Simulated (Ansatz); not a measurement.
## A van 't Hoff estimate for C3H5Br + SiH3(SiH3) ⇌ C3H6 + SiH2(SiH3)Br

Species: C3H5Br `C=CCBr`, singlet; SiH3(SiH3) (disilane), singlet; C3H6 (propene) `C=CC`, singlet; SiH2(SiH3)Br, singlet. The partners trade Br for H: C–Br and Si–H bonds give way to C–H and Si–Br.

The electronic reaction energy at CCSD(T)/def2-TZVPP is -136.6 kJ/mol. Shapes: PBE0-D4/def2-TZVP. Flexible molecules stand in one conformer, not always the lowest. Programs: Ansatz 0.2.0. Enthalpy and entropy come from rigid-rotor, harmonic-oscillator sums on unscaled PBE0-D4/def2-TZVP wavenumbers, ideal gases at 1 bar; R ln 2 is added for the mirror twin of the chiral shape of C3H5Br. Symmetry numbers: C3H5Br 1, SiH3(SiH3) 6, C3H6 1, SiH2(SiH3)Br 1. R = 8.3145 J/(mol K).

| T (K) | ΔH (kJ/mol) | ΔS (J/(mol K)) |
| --- | --- | --- |
| 500 | -129.6 | +10.5 |
| 700 | -130.2 | +9.6 |
| 900 | ? | ? |

Problem. Work out ln K at 500 and 700 K, and from these estimate it at 900 K.

Solution. 
1. 500 K: ΔG = -129.6 − 500 × (+10.5)/1000 = -134.8 kJ/mol; ln K = −ΔG/RT = +32.43.
2. 700 K: ΔG = -130.2 − 700 × (+9.6)/1000 = -136.9 kJ/mol; ln K = −ΔG/RT = +23.52.
3. Slope against 1000/T: (+23.52 − (+32.43))/(1.4286 − 2.0000) = +15.59, that is −ΔH/R with ΔH near -130 kJ/mol.
4. 900 K: ln K = +32.43 + (+15.59) × (1.1111 − 2.0000) = +18.57.

The full sums give ΔH = -130.8 kJ/mol, ΔS = +8.8 J/(mol K), ΔG = -138.7 kJ/mol and ln K = +18.54 at 900 K, so the line is off by +0.03 in ln K; without rounding the miss is +0.02, from the change of ΔH with temperature. The products are favoured over this whole range. An error of 10 kJ/mol in the energy moves ln K by 1.3 at 900 K. Soft modes are treated as harmonic, which can err either way at these temperatures; the lowest are those of C3H5Br (107 cm⁻¹), SiH3(SiH3) (135 cm⁻¹), C3H6 (208 cm⁻¹), SiH2(SiH3)Br (98 cm⁻¹). Other conformers aren't counted. Relativity is left out for Br. Outer-core shells of Br are correlated, in sets that cover them unevenly.

The exchange is driven by enthalpy: bromine moves from carbon to the more electropositive silicon, where the bond is more polar and much stronger, while hydrogen moves the other way at little cost. Allylic stabilisation of the C3H5 radical weakens both the C–Br bond broken and the C–H bond formed, so it largely cancels and isn't the source of the driving force. Because the reaction is exothermic, ln K falls on heating, from +32.43 at 500 K to +18.54 at 900 K, yet it remains far too large for an energy error of 10 kJ/mol to reverse the preference.

With two molecules on each side, the entropy change is small, and its positive sign owes much to the loss of disilane's rotational symmetry. The reaction enthalpy is less negative than the electronic energy probably because a stiff C–H oscillator replaces a softer Si–H one, which raises the products' zero-point energy. None of this bears on the rate, or on whether disilane would survive long enough at 900 K to reach this equilibrium.
